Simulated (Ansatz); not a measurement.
## Ligand exchange: C3H9BO2 + CH6GeO2 → C2H7BO3 + C2H8GeO

Species: C3H9BO2 (boronic acid, methyl-, dimethyl ester) `COB(C)OC`, singlet; CH6GeO2 `C[O][GeH2][OH]`, singlet; C2H7BO3 `COB(O)OC`, singlet; C2H8GeO `C[O][GeH2][CH3]`, singlet. The partners trade CH3 for OH: B–CH3 and Ge–OH bonds give way to B–OH and Ge–CH3.

Shapes, held fixed at every level: PBE0-D4/def2-TZVP. Flexible molecules stand in one conformer, not always the lowest. Programs: Ansatz 0.2.0. Electronic energies: no zero-point or thermal term.

Estimate ΔE of this reaction.

The highest level, CCSD(T)/def2-TZVPP, gives ΔE = -76.4 kJ/mol; the levels span -82.3 to -72.6. The column of differences is taken from that level and isn't an error. No measured value is set beside it here. Relativity is left out for Ge unless named. Correlated rows may include outer-core shells of Ge, which these sets cover unevenly.

| level | kind | ΔE (kJ/mol) | less CCSD(T)/def2-TZVPP |
| --- | --- | --- | --- |
| HF/def2-TZVPP | Hartree–Fock | -82.3 | -5.9 |
| PBE-D4/def2-TZVPP | GGA | -72.6 | +3.8 |
| r2SCAN-D4/def2-TZVPP | meta-GGA | -75.4 | +1.0 |
| PBE0-D4/def2-TZVPP | global hybrid | -77.2 | -0.8 |
| wB97X-V/def2-TZVPP | range-separated hybrid | -73.6 | +2.8 |
| MP2/def2-TZVPP | perturbation theory | -75.9 | +0.5 |
| CCSD(T)/def2-TZVPP | coupled cluster or CI | -76.4 | 0.0 |

The exchange is clearly downhill at every level, with CCSD(T) giving -76.4 kJ/mol: hydroxide prefers boron and methyl is better left to germanium. Both centres bind oxygen more strongly than carbon, so the sign reflects the larger preference at boron. There the short, polar B–O bond is reinforced by donation from an oxygen lone pair into the empty boron 2p orbital, which methyl can match only weakly through hyperconjugation. Four-coordinate germanium has no comparable low-lying acceptor orbital. The two methoxy groups already feed the boron 2p orbital, so the gain from a third oxygen is probably smaller than it would be in a less oxygenated borane.

Because the reaction conserves the number of bonds to each centre, much of the correlation energy cancels, and even Hartree–Fock gets the preference right, though it exaggerates it. The spread among functionals doesn't follow their exact-exchange content simply, as wB97X-V lies nearer to PBE than to PBE0. The reaction energy fixes only the difference between the two centres' preferences, not any individual bond strength.
